## Damped oscillator: partition function in Gamma functions

**Problem.** An oscillator (mass $M$, frequency $\omega_0$, $\beta=1/k_BT$) is coupled linearly to a harmonic bath. With $Z=Z_{\rm total}/Z_{\rm bath}$, Matsubara frequencies $\nu_n=n\nu$, $\nu=2\pi/\hbar\beta$, and Laplace-transformed friction kernel $\hat\gamma$,
$$Z=\frac1{\hbar\beta\omega_0}\prod_{n=1}^\infty\frac{\nu_n^2}{D_n},\qquad D_n=\nu_n^2+\nu_n\hat\gamma(\nu_n)+\omega_0^2,$$
$$\langle q^2\rangle=\frac1{M\beta}\Big[\frac1{\omega_0^2}+\sum_{n\ge1}\frac2{D_n}\Big],\qquad \langle p^2\rangle=M^2\omega_0^2\langle q^2\rangle+\Delta,\qquad \Delta=\frac{2M}\beta\sum_{n\ge1}\frac{\nu_n\hat\gamma(\nu_n)}{D_n}.$$
For Drude damping, $\hat\gamma(z)=\gamma\omega_D/(z+\omega_D)$, find $Z$, the variances and $C=k_B\beta^2\partial_\beta^2\ln Z$ (the partition-function convention for heat capacity). Evaluate them for a model Si nanobeam mode with inputs chosen as typical, $\omega_0/2\pi=5$ GHz, $T=10$ mK, $Q=\omega_0/\gamma=10^5$, and with the cutoff assumed to be $\hbar\omega_D=k_B\Theta$, where $\Theta=645$ K is the compiled Debye temperature (Råsander 2015).

**Scales.** $\hbar\beta\omega_0=24.00$, $\omega_0/\nu=3.819$, $\gamma/2\pi=50$ kHz, $\gamma/\nu=3.82\times10^{-5}$, $\omega_D/2\pi=13.44$ THz, $\omega_D/\omega_0=2688$, $\omega_D/\nu=1.027\times10^4$.

### Wrong attempt (no credit)

(W1) Since $\omega_D\gg\omega_0$, set $\hat\gamma=\gamma$. Then $D_n=(\nu_n+\lambda_+)(\nu_n+\lambda_-)$ with $\lambda_\pm=\gamma/2\pm i\sqrt{\omega_0^2-\gamma^2/4}$.

(W2) Use $\prod_n\prod_i\frac{n+a_i}{n+b_i}=\prod_i\frac{\Gamma(1+b_i)}{\Gamma(1+a_i)}$ with $a=(0,0)$, $b=(z_+,z_-)$, $z_\pm=\lambda_\pm/\nu$:
$$Z_w=\frac{\Gamma(1+z_+)\Gamma(1+z_-)}{\hbar\beta\omega_0}.$$

(W3) Differentiate, using $\Delta=-(2M\gamma/\beta)\,\partial_\gamma\ln Z$ and $\partial_\gamma\lambda_\pm=\pm\lambda_\pm/(\lambda_+-\lambda_-)$:
$$\frac{C_w}{k_B}=1+z_+^2\psi'(1+z_+)+z_-^2\psi'(1+z_-),\qquad \Delta_w=-\frac{M\hbar\gamma}\pi\,\frac{\lambda_+\psi(1+z_+)-\lambda_-\psi(1+z_-)}{\lambda_+-\lambda_-}.$$
Wrong answer: $C_w=3.87\times10^{-5}k_B$ and $\Delta_w=-8.57\times10^{-6}$ in units of $M\hbar\omega_0/2$.

### Symptoms

1. $\Delta$ is a sum of positive terms, yet $\Delta_w<0$.
2. The attempt gives $\langle q^2\rangle\langle p^2\rangle=(\hbar^2/4)(1-1.5\times10^{-5})$, below the uncertainty bound.
3. For large $|z|$, $z^2\psi'(1+z)=z-\tfrac12+\tfrac1{6z}-\tfrac1{30z^3}+\dots$, so $C_w/k_B\to z_++z_-=\hbar\gamma/2\pi k_BT$, which grows without limit as $T\to0$, against the third law.

### The faulty line

The slip is (W1): it removes the cutoff before the product is taken, and so destroys the condition $\sum a_i=\sum b_i$ that (W2) needs. Truncated at $N$, the product in (W2) equals $\prod_i\frac{\Gamma(1+b_i)\Gamma(N+1+a_i)}{\Gamma(1+a_i)\Gamma(N+1+b_i)}$, and since $\Gamma(N+1+a)/\Gamma(N+1+b)\simeq N^{a-b}$, a factor $N^{\sum a-\sum b}$ is left over. Here $\sum b-\sum a=\gamma/\nu$:
$$\ln\prod_{n\le N}\frac{\nu_n^2}{D_n}\simeq\ln\big[\Gamma(1+z_+)\Gamma(1+z_-)\big]-\frac\gamma\nu\ln N .$$
The strict ohmic product tends to zero and $\ln Z$ diverges logarithmically. Likewise the terms of $\Delta$ fall as $\gamma/\nu_n$, giving $\Delta\simeq\Delta_w+(M\hbar\gamma/\pi)\ln N$. Line (W2) discarded both logarithms. The sum for $\langle q^2\rangle$ falls as $1/n^2$ and has a finite ohmic limit.

### Mended calculation

Keep $\omega_D$ finite:
$$(z+\omega_D)\big[z^2+z\hat\gamma(z)+\omega_0^2\big]=z^3+\omega_Dz^2+(\omega_0^2+\gamma\omega_D)z+\omega_0^2\omega_D=\prod_{i=1}^3(z+\lambda_i).$$
Hence $\sum\lambda_i=\omega_D$, $\sum_{i<j}\lambda_i\lambda_j=\omega_0^2+\gamma\omega_D$, $\lambda_1\lambda_2\lambda_3=\omega_0^2\omega_D$. With $z_i=\lambda_i/\nu$ and $z_D=\omega_D/\nu$, each factor is $n^2(n+z_D)/\prod_i(n+z_i)$, and the sum condition holds exactly. Using $\Gamma(1+z)=z\Gamma(z)$ and $z_1z_2z_3/z_D=(\hbar\beta\omega_0/2\pi)^2$,
$$\boxed{Z=\frac{\prod_i\Gamma(1+z_i)}{\hbar\beta\omega_0\,\Gamma(1+z_D)}=\frac{\hbar\beta\omega_0}{4\pi^2}\,\frac{\Gamma(\lambda_1/\nu)\Gamma(\lambda_2/\nu)\Gamma(\lambda_3/\nu)}{\Gamma(\omega_D/\nu)}}$$

**Variances.** The $\lambda_i$ are the zeros of $P(\lambda)=(\lambda^2+\omega_0^2)(\lambda-\omega_D)+\gamma\omega_D\lambda$, with $P'_i=\prod_{j\ne i}(\lambda_i-\lambda_j)$. Implicit differentiation gives $\partial_\gamma\lambda_i=-\omega_D\lambda_i/P_i'$ and $\partial_{\omega_0}\lambda_i=-2\omega_0(\lambda_i-\omega_D)/P_i'$. From $\langle q^2\rangle=-(M\beta\omega_0)^{-1}\partial_{\omega_0}\ln Z$ and $2/\beta\nu=\hbar/\pi$,
$$\langle q^2\rangle=\frac1{M\beta\omega_0^2}+\frac\hbar{\pi M}\sum_i\frac{(\lambda_i-\omega_D)\,\psi(1+z_i)}{P'_i},\qquad \Delta=\frac{M\hbar\gamma\omega_D}\pi\sum_i\frac{\lambda_i\,\psi(1+z_i)}{P'_i}.$$

**Heat capacity.** Every $z$ is proportional to $\beta$, so
$$\frac C{k_B}=1+\sum_iz_i^2\psi'(1+z_i)-z_D^2\psi'(1+z_D).$$
At low $T$ the terms linear in $z$ cancel by the sum rule, the constants give $1-\tfrac32+\tfrac12=0$, and $\sum_i1/\lambda_i-1/\omega_D=\gamma/\omega_0^2$ leaves
$$\frac C{k_B}\to\frac{\nu\gamma}{6\omega_0^2}=\frac\pi3\,\frac{\gamma}{\omega_0}\,\frac{k_BT}{\hbar\omega_0},$$
linear in $T$ and independent of $\omega_D$.

**Large cutoff, taken last.** For $\omega_D\gg\omega_0,\gamma,\nu$ the roots are $\lambda_{1,2}\simeq\lambda_\pm$ and $\lambda_3\simeq\omega_D-\gamma$, so $\Gamma(1+z_3)/\Gamma(1+z_D)\simeq z_D^{-\gamma/\nu}$. The cutoff supplies $N=\omega_D/\nu=\hbar\beta\omega_D/2\pi$, which depends on temperature. The discarded term $-(\hbar\beta\gamma/2\pi)\ln(\hbar\beta\omega_D/2\pi)$ in $\ln Z$ contains a part linear in $\beta$, which shifts only the energy zero, and a part $\propto\beta\ln\beta$, which enters $C$:
$$C\simeq C_w-k_B\frac{\hbar\gamma}{2\pi k_BT},\qquad\Delta\simeq\Delta_w+\frac{M\hbar\gamma}\pi\ln\frac{\omega_D}\nu .$$
Thus $C$ has a finite limit as $\omega_D\to\infty$, different from $C_w$, while $\langle p^2\rangle$ has none.

### Size of the error (model values, 10 mK)

| Quantity | Attempt | Drude result |
|---|---|---|
| $C/k_B$ | $3.87\times10^{-5}$ | $4.78\times10^{-7}$ |
| $\Delta/(M\hbar\omega_0/2)$ | $-8.57\times10^{-6}$ | $+5.02\times10^{-5}$ |
| $4\langle q^2\rangle\langle p^2\rangle/\hbar^2-1$ | $-1.5\times10^{-5}$ | $+4.4\times10^{-5}$ |

The attempt overstates $C$ by a factor of 81, the excess being $\gamma/\nu=3.82\times10^{-5}$. Of the correct value, the linear law gives $4.36\times10^{-7}$. The undamped contribution $(x/2)^2/\sinh^2(x/2)$, $x=\hbar\beta\omega_0$, adds $2.18\times10^{-8}$, the $T^3$ term $\simeq(\gamma/\nu)(\nu/\omega_0)^4/10$ adds $1.8\times10^{-8}$, and higher powers of $T$ supply the rest. At 20 mK thermal activation dominates: $C=8.87\times10^{-4}k_B$, and the excess $1.91\times10^{-5}k_B$ is 2.2 per cent of it.

In $\Delta$ the missing term is $(2/\pi Q)\ln(\omega_D/\nu)=5.88\times10^{-5}$, with $\ln(\omega_D/\nu)=9.24$. It reverses the sign of $\Delta$ but is a change of that relative size only in $\langle p^2\rangle$ itself. In both routes $\langle q^2\rangle$ lies $3.1\times10^{-6}$ (relative) below $\hbar/2M\omega_0$, and this shift is included in the last row.

These numbers are the model's. Lowering the assumed cutoff tenfold reduces $\Delta$ by about $(2/\pi Q)\ln10=1.47\times10^{-5}$ and leaves the linear term of $C$ unchanged. Real Si nanobeams at millikelvin temperature are typically damped by defects and by radiation into the supports, and acoustically shielded ones typically reach $Q$ of $10^9$ or more; for these the model's damping terms, all proportional to $1/Q$ in leading order, are too large by four orders of magnitude or more. The coefficient of the linear term is fixed by $\hat\gamma(0)$, which need not equal $\omega_0/Q$ in a device, and it vanishes for a bath with $\hat\gamma(0)=0$.